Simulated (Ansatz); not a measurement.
In: the change of largest V_zz and pressure with volume scale

Periodic Kohn-Sham DFT of a crystal at fixed atoms, scaled to volume_scale times the given cell; pressure positive in compression, energy less spherical unpolarised free atoms, largest_vzz the field gradient of largest size among the nuclei. The results are calculated, by Ansatz 0.2.0.

The cell before it is scaled or strained (space group R-3m, No. 166):
```
CELL_PARAMETERS angstrom
1.66960 0.96400 8.20750
-1.66960 0.96400 8.20750
0.00000 -1.92790 8.20750
ATOMIC_POSITIONS crystal
In 0.00000 0.00000 0.00000
In 0.77801 0.77801 0.77801
In 0.22199 0.22199 0.22199
```

Settings of every row: method all-electron PAW; functional PBEsol; relativity scalar; k mesh 14x14x14; filling fermi-dirac; smearing width 0.05 eV; nucleus gaussian.

Atom start moment: 0 on all atoms.

Limits: field gradient without spin-orbit coupling on heavy atoms; no gap: field gradients move with the k mesh; the cell comes from a prototype or a list of computed structures and needn't be the stable phase.

| row | volume scale | V (Å³/atom) | largest V_zz (1e21 V/m^2) | pressure (GPa) |
| --- | --- | --- | --- | --- |
| 1 | 0.94 | 24.834 | -0.502 | 1.536 |
| 2 | 0.96 | 25.362 | -0.496 | 0.508 |
| 3 | 0.98 | 25.891 | -0.491 | -0.399 |
| 4 | 0.99 | 26.155 | -0.488 | -0.812 |
| 5 | 1 | 26.419 | -0.485 | -1.199 |
| 6 | 1.01 | 26.683 | -0.482 | -1.564 |
| 7 | 1.02 | 26.947 | -0.479 | -1.906 |
| 8 | 1.04 | 27.476 | ? | ? |
| 9 | 1.06 | 28.004 | -0.466 | -3.077 |

Question: what largest V_zz and pressure should row 8 give?

Worked fit of largest V_zz. Take t = volume scale − 0.99. The shown rows have t = -0.05, -0.03, -0.01, 0, 0.01, 0.02, 0.03, 0.07. Least squares give largest V_zz = −0.488 + 0.292 × t + 0.3 × t² 1e21 V/m^2; a straight line predicts inner rows, each left out in turn, worse (root mean square 0.00049 against 0.00026 1e21 V/m^2). All shown rows lie on it to the printed digit. The withheld row has t = 0.05, so the fit gives −0.488 + 0.292 × (0.05) + 0.3 × (0.05)² = -0.473 1e21 V/m^2.

The calculation gave -0.472 1e21 V/m^2. The fit lies 0.001 1e21 V/m^2 (2.8 % of the column's range) below it, one unit of the last digit.

Worked fit of pressure. Take u = (V_r/V)^(2/3) − 1 with V_r = 26.287 Å³ an atom, which is twice the finite (Eulerian) strain; such expansions in the strain, on which the Birch-Murnaghan equation of state is built, carry the rest volume and the bulk modulus. The shown rows have u = 0.03863, 0.02417, 0.01017, 0.00336, -0.00333, -0.00992, -0.0164, -0.0413. Least squares give pressure = −1.0089 + 57.87 × u + 198.2 × u² + 231 × u³ GPa; a parabola predicts inner rows, each left out in turn, worse (root mean square 0.0036 against 0.00088 GPa). The rows lie off it by 0.000, -0.001, 0.001, 0.000, 0.000, 0.000, 0.000, 0.000. The pressure vanishes at u = 0.0165, or V = 25.65 Å³ an atom, and there the bulk modulus at fixed shape and fractions is B = −V dP/dV = (2/3)(1 + u) dP/du = 43.8 GPa. Letting shape and atoms relax would as a rule lower it, by much in layered, chain or molecular crystals. The withheld row has u = -0.02906, so the fit gives −1.0089 + 57.87 × (-0.02906) + 198.2 × (-0.02906)² + 231 × (-0.02906)³ = -2.529 GPa.

The calculation gave -2.528 GPa. The fit lies 0.001 GPa (0.022 % of the column's range) below it, one unit of the last digit.
